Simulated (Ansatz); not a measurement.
# Equilibrium of C2H9BS ⇌ CH5BS + CH4 at process temperatures

Species: C2H9BS `[BH3-][S+](C)C`, singlet; CH5BS `BSC`, singlet; CH4 (methane) `C`, singlet. This is a balance of energies; it says nothing on the path, which may need atoms to shift.

The electronic reaction energy at CCSD(T)/CBS estimate is -51.0 kJ/mol. Shapes: PBE0-D4/def2-TZVP. Programs: Ansatz 0.2.0. Enthalpy and entropy come from rigid-rotor, harmonic-oscillator sums on unscaled PBE0-D4/def2-TZVP wavenumbers, ideal gases at 1 bar. Symmetry numbers: C2H9BS 1, CH5BS 1, CH4 12. R = 8.3145 J/(mol K).

```
T (K)  ΔH (kJ/mol)  ΔS (J/(mol K))
  400        -54.4          +144.1
  600            ?               ?
  800        -59.7          +135.1
```

Problem. Work out ln K at 400 and 800 K, and from these estimate it at 600 K.

Solution. 
1. 400 K: ΔG = -54.4 − 400 × (+144.1)/1000 = -112.0 kJ/mol; ln K = −ΔG/RT = +33.68.
2. 800 K: ΔG = -59.7 − 800 × (+135.1)/1000 = -167.8 kJ/mol; ln K = −ΔG/RT = +25.23.
3. Slope against 1000/T: (+25.23 − (+33.68))/(1.2500 − 2.5000) = +6.76, that is −ΔH/R with ΔH near -56 kJ/mol.
4. 600 K: ln K = +33.68 + (+6.76) × (1.6667 − 2.5000) = +28.05.

The full sums give ΔH = -56.6 kJ/mol, ΔS = +139.6 J/(mol K), ΔG = -140.4 kJ/mol and ln K = +28.14 at 600 K, so the line is off by -0.09 in ln K; without rounding the miss is -0.09, from the change of ΔH with temperature. The products are favoured over this whole range. The number of molecules rises, which sets the sign of ΔS, and lower pressure favours the products. An error of 10 kJ/mol in the energy moves ln K by 2.0 at 600 K. Soft modes are treated as harmonic, which can err either way at these temperatures; the lowest are those of C2H9BS (172 cm⁻¹), CH5BS (76 cm⁻¹). The CBS estimate extrapolates MP2 from def2-TZVPP and def2-QZVPP and adds CCSD(T) − MP2 in the triple-zeta set, cores frozen.

Methane loss from dimethyl sulfide-borane is favoured by both enthalpy and entropy. The adduct gives up a C–S bond, a B–H bond and a rather weak dative S→B bond, and gains a strong C–H bond and a covalent B–S bond. The latter is probably strengthened by π donation from a sulfur lone pair into the empty boron p orbital. Because the reaction is exothermic, ln K falls on heating, even though ΔG becomes more negative, from -112.0 to -167.8 kJ/mol: the entropy term grows, but ΔG rises in magnitude more slowly than RT. The slight strengthening of ΔH with temperature reflects a negative heat-capacity change, as vibrations of the adduct become translations and rotations of two fragments, which store less heat once the vibrations are thermally excited. The constants describe this one equilibrium with monomeric CH3SBH2, not the composition of a real mixture, where the adduct can also split into dimethyl sulfide and borane, and the thioborane can associate through B–S bridges.
